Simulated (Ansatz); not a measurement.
# Cr: the change of pressure with volume per atom

Results calculated with Ansatz 0.2.0, not measured. Periodic Kohn-Sham DFT of a crystal at fixed atoms; pressure and stress are positive in compression; the energy is the free energy less that of spherical unpolarised free atoms; site moments are those in the method's own spheres, positive along +z.

Cell of the first row (space group Im-3m, No. 229):
```
cell vectors (Å)
   2.9088     0.0000     0.0000
   0.0000     2.9088     0.0000
   0.0000     0.0000     2.9088
atoms (fractions of the cell vectors)
Cr  0.00000  0.00000  0.00000
Cr  0.50000  0.50000  0.50000
```

Settings of every row: method frozen-core PAW; functional PBE; relativity scalar; k mesh 11x11x11; filling fermi-dirac; smearing width 0.05 eV; wave cutoff 420 eV; paw set soft_2.

Atom:
| element | start moment (bohr magneton) |
| --- | --- |
| Cr | -3 |
| Cr | 3 |

Limits: cell far from its zero-pressure volume.

| row | volume per atom (Å³) | pressure (GPa) |
| --- | --- | --- |
| 1 | 12.306 | -7.283 |
| 2 | 12.692 | ? |
| 3 | 13.084 | -13.682 |
| 4 | 13.477 | -15.731 |
| 5 | 13.87 | -17.229 |

Cell moment is 0 bohr magneton in every row.

Question: what pressure should row 2 give?

Worked fit of pressure. Take u = (V_r/V)^(2/3) − 1 with V_r = 13.28 Å³ an atom, which is twice the finite (Eulerian) strain; such expansions in the strain, on which the Birch-Murnaghan equation of state is built, carry the rest volume and the bulk modulus. The shown rows have u = 0.05209, 0.00996, -0.00977, -0.02856. Least squares give pressure = −14.7915 + 105.924 × u + 732.72 × u² GPa; a straight line predicts inner rows, each left out in turn, worse (root mean square 0.73 against 0.052 GPa). The rows lie off it by 0.003, -0.018, 0.025, -0.010 (root mean square 0.016 GPa). The withheld row has u = 0.03065, so the fit gives −14.7915 + 105.924 × (0.03065) + 732.72 × (0.03065)² = -10.857 GPa.

The calculation gave -10.913 GPa. The fit lies 0.056 GPa (0.56 % of the column's range) above it; its largest miss of a shown row is 0.025 GPa.
